## An fcc shape that doesn't hold

A crystal with the shape of fcc, in which every atom has twelve neighbours at nearly equal distance, might be expected to resist stretching and squashing alike. The starting cell here comes within 0.3 % of the ideal fcc proportion, $c/a=\sqrt2$. Yet its energy falls when the axis is shortened a little at fixed volume.

Tetragonal strain along c at fixed volume of CuAu-type (L1_0) MgSi, starting from an unrelaxed cell with a = 2.908 and c = 4.103 Å. Ansatz 0.2.0, scalar-relativistic plane-wave PAW, r2SCAN, no spin polarisation, cutoff 500 eV, k mesh 18×18×14, Gaussian smearing 0.15 eV. Energies are free energies relative to the starting cell; pressure is positive in compression.

| axial ratio (over its starting value) | energy change (meV/atom) | pressure (GPa) |
| --- | --- | --- |
| 0.8 | 56.7 | 1.64 |
| 0.85 | 26.4 | 1.00 |
| 0.92 | -2.4 | -0.10 |
| 0.96 | -7.1 | -0.73 |
| 1 | 0.0 | -1.26 |
| 1.05 | 19.9 | -1.67 |
| 1.1 | 48.0 | -1.76 |
| 1.2 | 111.4 | -1.22 |
| 1.3 | 191.2 | -0.33 |

The axial ratio $r$ is $c/a$ divided by its starting value. The energy change is counted from the starting cell, which was not relaxed, so its zero marks no resting point. The lowest row is 0.96, and the energy rises from there in both directions.

## What the order of the atoms changes

In an fcc crystal of a single element, the three cube axes are equivalent. Symmetry then forbids any slope of the energy at $c/a=\sqrt2$, so a minimum or a maximum normally sits there. In MgSi, layers of Mg alternate with layers of Si along $c$. That axis now differs from the other two even when the proportions are those of fcc, and the crystal is free to choose another length.

The stresses show which way it leans. In the starting cell the stress across the axis is almost zero, while along the axis there is a tension of 3.9 GPa. The crystal is pulling its layers together.

Geometry suggests why. Shortening the axis at fixed volume brings each atom closer to its eight unlike neighbours in the adjacent layers and spreads the four like neighbours within its own layer. Mg tends to give electrons to Si, so unlike atoms should attract and like atoms repel. This is a chemical argument for the direction of the shift, not for its size: unlike atoms keep drawing closer all the way down to 0.8, where the energy is already well above the start. Nor do the energies alone separate the two kinds of contact.

## A spring built from the stresses

When $r$ grows at fixed volume, the axis takes two thirds of the logarithmic change, and each edge across it shrinks by one third. The work done against the stresses gives

$$\frac{dE}{d\ln r}=\tfrac23\,V\,(p_\text{across}-p_\text{along}),$$

where $E$ is the energy and $V$ the volume, both per atom, and $p$ is a stress, positive in compression. For small strains this slope should follow a straight line, $s_0+k\ln r$, as in a spring. A least-squares line through the slopes of the four rows from 0.92 to 1.05 gives $s_0=270$ and $k=5911$ meV/atom.

The spring rests where the slope vanishes:

$$\ln r=-\frac{270}{5911}=-0.046,\qquad r\approx0.955.$$

This corresponds to $c/a\approx1.35$. The energy gained on the way from the start is

$$\frac{s_0^2}{2k}=\frac{270^2}{2\times5911}\approx6.2\ \text{meV/atom}.$$

The table has 7.1 meV/atom at 0.96, close to the resting point. That row's stresses entered the fit, but its energy did not. The two routes agree to about 1 meV/atom on a very shallow well. Since the stresses are slopes of the same computed energy, this checks the numbers and the straight line, not the physics behind them.

## Why the ends are softer than the spring

Far from the minimum the spring is too stiff. It overestimates the energy change by about half at 0.8 and by more than 40 % at 1.3; neither row was part of the fit.

On the short side, symmetry returns. At $r\approx0.71$, beyond the end of the scan, $c$ equals $a$ and the crystal has the cubic CsCl structure. The slope must vanish there, so the force driving the crystal back towards its minimum cannot keep growing. The slopes already show it levelling off: they are nearly equal at 0.85 and 0.8. Whether the CsCl structure is a peak or a small valley of its own remains open.

On the long side no such symmetry point lies ahead. The stiffness $k$, taken between neighbouring rows, drops from 5.5 to 1.6 eV/atom once $r$ passes 1.05, and recovers to about 5 eV/atom in the last interval. A change in which electron bands are filled could cause the soft stretch, but that is a guess. The late stiffening probably owes something to like atoms being squeezed together within the layers, where they end up only 2.66 Å apart.

## Why the pressure turns elsewhere

The pressure follows a different course because it averages the stresses, whereas the energy slope depends on their difference. One part of the average comes from the axis and two parts from the directions across it. Between 0.8 and 1.1 the axis swings from compression into tension. Over the whole stretch this outweighs the change across the axis, and the pressure falls; only in the first step, from 0.8 to 0.85, does most of the fall come from the directions across. Beyond 1.1 the growing squeeze across the axis, which counts twice, outweighs the growing tension along it, and the pressure rises again.

A pressure near zero is therefore no sign of a relaxed crystal. At 0.92 it is only −0.10 GPa, yet the axis is compressed by 2.0 GPa while the directions across it are under tension. At the energy minimum the stresses are equal, but the pressure is still about −0.7 GPa. If the volume of this tetragonal cell were free to relax as well, it would therefore shrink. The well found here is a minimum against tetragonal strain only; other distortions could still lower the energy.
